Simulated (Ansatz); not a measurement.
**Breaking a bond in AlH2ClO (SMILES [OH][AlH][Cl])**

AlH2ClO: 5 atoms, total charge 0, spin state singlet. As SMILES, `[OH][AlH][Cl]`. The coordinates come from a PBE0-D4/def2-TZVP relaxation. This is one conformer, not always the lowest.

| atom | x (Å) | y (Å) | z (Å) |
| --- | --- | --- | --- |
| O | -1.1101 | 0.3709 | -0.5144 |
| Al | 0.4310 | 0.1849 | 0.1375 |
| Cl | 1.1149 | -1.7254 | 0.6628 |
| H | -1.7195 | -0.3491 | -0.6695 |
| H | 1.3335 | 1.4450 | 0.3422 |

The Al2–Cl3 distance is scanned; the parts on either side stay rigid. Basis STO-3G, 11 core orbitals frozen in the correlated methods; program Ansatz 0.2.0. FCI is exact within this basis and core. Energies in eV from each method's value at 2.096 Å; methods without a U are spin-restricted. The shape above is that at 2.096 Å.

```json
{"distance (Å)": "2.096", "HF": "0.00", "BLYP": "0.00", "BHLYP": "0.00", "r2SCAN0": "0.00", "B2PLYP": "0.00"}
{"distance (Å)": "2.620", "HF": "1.88", "BLYP": "1.30", "BHLYP": "1.70", "r2SCAN0": "1.65", "B2PLYP": "1.59"}
{"distance (Å)": "3.144", "HF": "4.33", "BLYP": "3.10", "BHLYP": "3.91", "r2SCAN0": "3.77", "B2PLYP": "3.69"}
{"distance (Å)": "4.192", "HF": "7.00", "BLYP": "4.99", "BHLYP": "6.32", "r2SCAN0": "6.00", "B2PLYP": "5.73"}
{"distance (Å)": "5.240", "HF": "7.93", "BLYP": "5.43", "BHLYP": "7.03", "r2SCAN0": "6.60", "B2PLYP": "5.92"}
```

Q: Estimate the FCI curve, and say how far off each method is.

A: 
```
distance (Å)   FCI
       2.096  0.00
       2.620  1.66
       3.144  3.90
       4.192  6.04
       5.240  6.13
```

Departure from the FCI curve at its largest: HF +1.81 eV at 5.24 Å; BLYP -1.05 eV at 4.19 Å; BHLYP +0.90 eV at 5.24 Å; r2SCAN0 +0.47 eV at 5.24 Å; B2PLYP -0.31 eV at 4.19 Å. For the functionals part of the departure is owed to the small basis. Restricted Hartree–Fock keeps the electrons paired, so it rises far too high as the bond breaks.

The FCI curve is almost flat beyond 4.192 Å, so the Al–Cl bond is essentially broken there. Although the bond is strongly polar, the gas-phase ground-state limit is a chlorine atom and an aluminium-centred radical, because chlorine's electron affinity cannot pay for ionising the other fragment. Two singlet-coupled radicals need more than one closed-shell configuration; a single one retains too much ionic character.

Among HF, BLYP, BHLYP and r2SCAN0, the energy at every stretched distance rises with the share of exact exchange. BLYP's smaller error at the last point is no recovery: its curve is still climbing while FCI has levelled off. B2PLYP's flatter tail probably reflects a perturbative correction that grows as the bonding–antibonding gap closes, offsetting the rise of its restricted reference. That balance need not survive further stretching.

The FCI rise of 6.13 eV is larger than expected for a typical Al–Cl bond energy, probably because the minimal basis describes the polar molecule and the neutral fragments unevenly.
